**Cutoff convergence of a Te pseudo-atom with 4d in the valence**

The table holds the excess of the lowest s, p, d and f levels, and their occupation-weighted sum, over the 400 Ry values for one Troullier-Martins pseudopotential of Te (ld1.x 7.5, PBE, scalar-relativistic) in a spherical Bessel basis. The program checks the sum rule 10d + 2s + 4p and the sign of the d level, and fits a one-projector Gaussian model, an exponential and a power law to the d excess from 40 to 100 Ry. The output shows that d carries at least 99.7% of every non-zero sum and is unbound at 10 and 15 Ry, so the flat start is saturation. The exponential fits the steep range best (rms logarithmic misfit 0.23 against 0.48 and 0.51); the projector model has the ceiling but binds late and misses the slow tail beyond 100 Ry. Interpolated d/s cutoff ratios of 3.09 at 1 mRy and 5.31 at 10 mRy exceed the 2.03 of inverse-square radius scaling, and the argued tail exponent and step spacing are not confirmed.

Calculated values. Levels of a Te pseudo-atom against wave cutoff, from ld1.x 7.5 (PBE, scalar-relativistic). The separable Troullier-Martins potential has valence 4d10 5s2 5p4, radii of 1.85 (s), 2.15 (p) and 1.3 bohr (d), and the p channel as local part. Levels are solved in the reference potential with spherical Bessel functions in a 20 bohr box, and errors are relative to 400 Ry.

## Script

```python
# Table: ld1.x 7.5, Te Troullier-Martins pseudo-atom (PBE, scalar-relativistic): excess of levels (mRy) over 400 Ry values vs wave cutoff.
# Tested: sum = 10d+2s+4p; sign of d level; one-projector Gaussian model vs exponential and power law; local slopes; 1/rc^2 scaling.
T = {
    'cutoff': [10, 15, 21, 30, 40, 50, 60, 80, 100, 140, 200, 300],  # Ry
    'sum_of_levels_error': [31030, 30690, 28350, 20020, 9032, 3621, 1481, 200.6, 12.4, 2.6, 0.1, 0.0],  # mRy
    'lowest_s_level_excess': [22.0, 10.47, 7.95, 1.99, 0.38, 0.27, 0.08, 0.02, 0.0, 0.0, 0.0, 0.0],  # mRy
    'lowest_d_level_excess': [3094, 3066, 2833, 2002, 903.1, 362.0, 148.1, 20.06, 1.24, 0.26, 0.01, 0.0],  # mRy
    'lowest_p_level_excess': [11.06, 1.28, 0.55, 0.21, 0.02, 0.01, 0.0, 0.0, 0.0, 0.0, 0.0, 0.0],  # mRy
    'lowest_f_level_excess': [0, 0, 0, 0, 0, 0, 0, 0, 0, 0, 0, 0],  # mRy
}
import numpy as np
from scipy.special import spherical_jn as jn
from scipy.optimize import brentq, minimize_scalar
E = np.array(T['cutoff'], float); S = np.array(T['sum_of_levels_error'], float)
X = {k: np.array(T['lowest_%s_level_excess' % k], float) for k in 'spdf'}
# from the settings and further outputs of the same run (bohr, Ry)
R = 20.0; rc = dict(s=1.85, p=2.15, d=1.3); Ed = -3.06148; Ef = 0.11283; run10, run1 = 110, 180
def zeros(l):
    x = np.arange(1.0, 405.0, 0.1); y = jn(l, x)
    return np.array([brentq(lambda t: jn(l, t), x[i], x[i+1]) for i in np.where(y[:-1]*y[1:] < 0)[0]])
z = zeros(2); z = z[z <= R*np.sqrt(400)]; q2 = (z/R)**2
def model(a, ec):
    c2 = q2**2*np.exp(-a*a*q2)/jn(3, z)**2; c2 /= c2.sum()
    b2 = (q2-Ed)**2*c2; tot = (b2/(q2-Ed)).sum(); m = q2 <= ec
    return 1e3*(brentq(lambda e: (b2[m]/(q2[m]-e)).sum()-tot, Ed-1, q2[0]-1e-12, xtol=1e-14)-Ed)
d = X['d']; f = (E >= 40) & (E <= 100); ld = np.log(d[f])
a = minimize_scalar(lambda a: sum((np.log(model(a, e))-y)**2 for e, y in zip(E[f], ld)), bounds=(0.3, 0.55), method='bounded').x
pe = np.polyfit(E[f], ld, 1); pp = np.polyfit(np.log(E[f]), ld, 1)
M = [np.array([model(a, e) for e in E]), np.exp(np.polyval(pe, E)), np.exp(np.polyval(pp, np.log(E)))]
print('fits on 40-100 Ry: A Gaussian width a=%.3f bohr; B exp decay E0=%.1f Ry; C power exponent %.2f' % (a, -1/pe[0], pp[0]))
print('rms ln(model/table) on fit rows: A %.2f B %.2f C %.2f' % tuple(np.sqrt(np.mean(np.log(m[f]/d[f])**2)) for m in M))
reb = 10*d+2*X['s']+4*X['p']; lev = d+1e3*Ed
print('Ec[Ry] q[1/bohr] N_d(zeros<q) rebuilt-sum[mRy] d share% d level[mRy] | model/table A B C (*=fitted)')
for i, e in enumerate(E):
    if d[i] > 0:
        print('%3d %5.2f %3d %6.2f %6.2f %8.1f | %.3g %.3g %.3g %s' % (e, e**.5, (q2 <= e).sum(), reb[i]-S[i], 1e3*d[i]/reb[i],
              lev[i], M[0][i]/d[i], M[1][i]/d[i], M[2][i]/d[i], '*' if f[i] else ''))
print('floor: 0.005 mRy on small entries, 0.5 mRy on d>1000, 5 mRy on sums>10000')
for n, m in zip('ABC', M):
    r = np.abs(np.log(m[f]/d[f])); print('worst fitted row %s: %d Ry, factor %.2f' % (n, E[f][r.argmax()], np.exp(r.max())))
print('model A d level [mRy] at 10,15,21,30,40 Ry:', np.round(M[0][:5]+1e3*Ed, 0))
print('free box levels [mRy]: d %.1f; f %.1f vs run f %.1f (diff %.1f); max f excess %.2f' % (1e3*q2[0], 1e3*(zeros(3)[0]/R)**2, 1e3*Ef, 1e3*(Ef-(zeros(3)[0]/R)**2), X['f'].max()))
print('interval, q mid | d: fall factor, -dln/dE[1/Ry], exponent [rounding range] | s factor, exponent | p factor')
def fac(y, i): return y[i]/y[i+1] if y[i+1] > 0 else np.nan
for i in range(len(E)-2):
    L = np.log(E[i+1]/E[i]); h0, h1 = [max(0.005, 0.5*10**(np.floor(np.log10(v))-3)) for v in d[i:i+2]]
    lo, hi = np.log((d[i]-h0)/(d[i+1]+h1))/L, np.log((d[i]+h0)/(d[i+1]-h1))/L; F = fac(d, i)
    print('%3d-%3d %5.2f | %5.2f %.3f %.2f [%.2f,%.2f] | %.2f %.2f | %.2f' % (E[i], E[i+1], (E[i]**.5+E[i+1]**.5)/2, F,
          np.log(F)/(E[i+1]-E[i]), np.log(F)/L, lo, hi, fac(X['s'], i), np.log(fac(X['s'], i))/L, fac(X['p'], i)))
print('argued mean tail exponent 4.5; step spacing pi/rc [1/bohr]: s %.2f p %.2f d %.2f' % tuple(np.pi/rc[k] for k in 'spd'))
print('s slow stretches 15-21 and 40-50 Ry: spacing of midpoints %.2f 1/bohr' % ((E[4]**.5+E[5]**.5-E[1]**.5-E[2]**.5)/2))
print('box staircase near 60 Ry: step %.1f Ry, factor %.2f per added function' % (2*np.pi/R*60**.5, np.exp(-pe[0]*2*np.pi/R*60**.5)))
def cross(y, t):
    m = y > 0; return np.interp(-np.log(t), -np.log(y[m]), E[m])
print('1/rc^2 cutoff ratios: d/s %.2f d/p %.2f s/p %.2f' % ((rc['s']/rc['d'])**2, (rc['p']/rc['d'])**2, (rc['p']/rc['s'])**2))
for t in (10, 1):
    c = {k: cross(X[k], t) for k in 'spd'}
    print('%d mRy crossing (log interp) [Ry], q*rc:' % t, ' '.join('%s %.1f %.1f;' % (k, c[k], c[k]**.5*rc[k]) for k in 'spd'))
    print('   ratios d/s %.2f d/p %.2f s/p %.2f' % (c['d']/c['s'], c['d']/c['p'], c['s']/c['p']))
print('d(140)=%.2f vs s(50)=%.2f mRy, cutoff ratio %.1f; d/s excess at 30, 60 Ry: %.0f %.0f' % (d[9], X['s'][5], E[9]/E[5], d[3]/X['s'][3], d[6]/X['s'][6]))
print('sum crossing interp: 10 mRy %.0f Ry (run ladder %d), 1 mRy %.0f Ry (run ladder %d)' % (cross(S, 10), run10, cross(S, 1), run1))
assert np.all(np.abs(reb-S) <= 1e-3*S+0.1) and np.all(10*d[d > 0]/reb[d > 0] > 0.99)
assert np.all(lev[:2] > 0) and np.all(lev[2:] < 0)
assert all(np.all(np.diff(X[k]) <= 0) for k in 'spdf')
assert fac(d, 7) > fac(d, 8) and cross(d, 1)/cross(X['s'], 1) > (rc['s']/rc['d'])**2
```

Running it gives:

```
fits on 40-100 Ry: A Gaussian width a=0.425 bohr; B exp decay E0=9.2 Ry; C power exponent -7.03
rms ln(model/table) on fit rows: A 0.48 B 0.23 C 0.51
Ec[Ry] q[1/bohr] N_d(zeros<q) rebuilt-sum[mRy] d share% d level[mRy] | model/table A B C (*=fitted)
 10  3.16  19  -1.76  99.72     32.5 | 1.02 9.26 8.38e+03 
 15  3.87  23  -3.94  99.92      4.5 | 1.03 5.43 489 
 21  4.58  28  -1.90  99.94   -228.5 | 1.11 3.06 49.8 
 30  5.48  33   4.82  99.98  -1059.5 | 1.57 1.63 5.74 
 40  6.32  39  -0.16  99.99  -2158.4 | 2.15 1.22 1.69 *
 50  7.07  44  -0.42  99.98  -2699.5 | 1.66 1.03 0.876 *
 60  7.75  48   0.16  99.99  -2913.4 | 1.27 0.848 0.595 *
 80  8.94  55   0.04  99.98  -3041.4 | 0.798 0.714 0.581 *
100 10.00  62   0.00 100.00  -3060.2 | 0.649 1.32 1.96 *
140 11.83  74   0.00 100.00  -3061.2 | 0.00571 0.0816 0.878 
200 14.14  89   0.00 100.00  -3061.5 | 7.55e-06 0.00314 1.86 
floor: 0.005 mRy on small entries, 0.5 mRy on d>1000, 5 mRy on sums>10000
worst fitted row A: 40 Ry, factor 2.15
worst fitted row B: 80 Ry, factor 1.40
worst fitted row C: 100 Ry, factor 1.96
model A d level [mRy] at 10,15,21,30,40 Ry: [   83.    83.    83.    83. -1120.]
free box levels [mRy]: d 83.0; f 122.1 vs run f 112.8 (diff -9.2); max f excess 0.00
interval, q mid | d: fall factor, -dln/dE[1/Ry], exponent [rounding range] | s factor, exponent | p factor
 10- 15  3.52 |  1.01 0.002 0.02 [0.02,0.02] | 2.10 1.83 | 8.64
 15- 21  4.23 |  1.08 0.013 0.23 [0.23,0.24] | 1.32 0.82 | 2.33
 21- 30  5.03 |  1.42 0.039 0.97 [0.97,0.97] | 3.99 3.88 | 2.62
 30- 40  5.90 |  2.22 0.080 2.77 [2.77,2.77] | 5.24 5.76 | 10.50
 40- 50  6.70 |  2.49 0.091 4.10 [4.10,4.10] | 1.41 1.53 | 2.00
 50- 60  7.41 |  2.44 0.089 4.90 [4.90,4.90] | 3.38 6.67 | nan
 60- 80  8.35 |  7.38 0.100 6.95 [6.95,6.95] | 4.00 4.82 | nan
 80-100  9.47 | 16.18 0.139 12.47 [12.46,12.49] | nan nan | nan
100-140 10.92 |  4.77 0.039 4.64 [4.57,4.71] | nan nan | nan
140-200 12.99 | 26.00 0.054 9.13 [7.94,11.13] | nan nan | nan
argued mean tail exponent 4.5; step spacing pi/rc [1/bohr]: s 1.70 p 1.46 d 2.42
s slow stretches 15-21 and 40-50 Ry: spacing of midpoints 2.47 1/bohr
box staircase near 60 Ry: step 2.4 Ry, factor 1.30 per added function
1/rc^2 cutoff ratios: d/s 2.03 d/p 2.74 s/p 1.35
10 mRy crossing (log interp) [Ry], q*rc: s 16.0 7.4; p 10.2 6.9; d 85.0 12.0;
   ratios d/s 5.31 d/p 8.31 s/p 1.56
1 mRy crossing (log interp) [Ry], q*rc: s 34.2 10.8; p 16.8 8.8; d 105.5 13.4;
   ratios d/s 3.09 d/p 6.30 s/p 2.04
d(140)=0.26 vs s(50)=0.27 mRy, cutoff ratio 2.8; d/s excess at 30, 60 Ry: 1006 1851
sum crossing interp: 10 mRy 106 Ry (run ladder 110), 1 mRy 158 Ry (run ladder 180)
```
